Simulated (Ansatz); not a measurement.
A series in volume scale on GdO

Free energy against uniform scaling of the volume at fixed shape and fractions; periodic cell, basis, potentials, k mesh and filling as listed. The results are calculated, by Ansatz 0.2.0.

The cell before it is scaled or strained (space group F-43m, No. 216):
```
CELL_PARAMETERS angstrom
0.00000 2.70900 2.70900
2.70900 0.00000 2.70900
2.70900 2.70900 0.00000
ATOMIC_POSITIONS crystal
Gd 0.00000 0.00000 0.00000
O 0.25000 0.25000 0.25000
```

Settings of every row: functional PBEsol; dispersion none; potentials PAW; wave cutoff 450 eV; density cutoff 1800 eV; k mesh 9x9x9; k shift 0x0x0; occupations fermi dirac; smearing width 0.1 eV; spin collinear.

Limits: coarse k mesh, up to 40 meV an atom off; state may not be the lowest; with one magnetic atom in the cell only parallel moments are possible.

```csv
row,volume scale,V (Å³/atom),energy above lowest point (meV/atom)
1,0.9406,18.7,0
2,0.9703,19.29,4.1
3,1,19.88,18.5
4,1.0297,20.471,?
5,1.0594,21.061,71.9
```

Question: what energy above lowest point should row 4 give?

Worked fit of energy above lowest point. Take u = (V_r/V)^(2/3) − 1 with V_r = 19.585 Å³ an atom, which is twice the finite (Eulerian) strain; such expansions in the strain, on which the Birch-Murnaghan equation of state is built, carry the rest volume and the bulk modulus. The shown rows have u = 0.03131, 0.01017, -0.00992, -0.04728. Least squares give energy above lowest point = 10.13 − 715.6 × u + 12500 × u² meV/atom; a straight line predicts inner rows, each left out in turn, worse (root mean square 12 against 0.098 meV/atom). All shown rows lie on it to the printed digit. The withheld row has u = -0.02907, so the fit gives 10.13 − 715.6 × (-0.02907) + 12500 × (-0.02907)² = 41.5 meV/atom.

The calculation gave 41.5 meV/atom. The fit meets it to the printed digit.
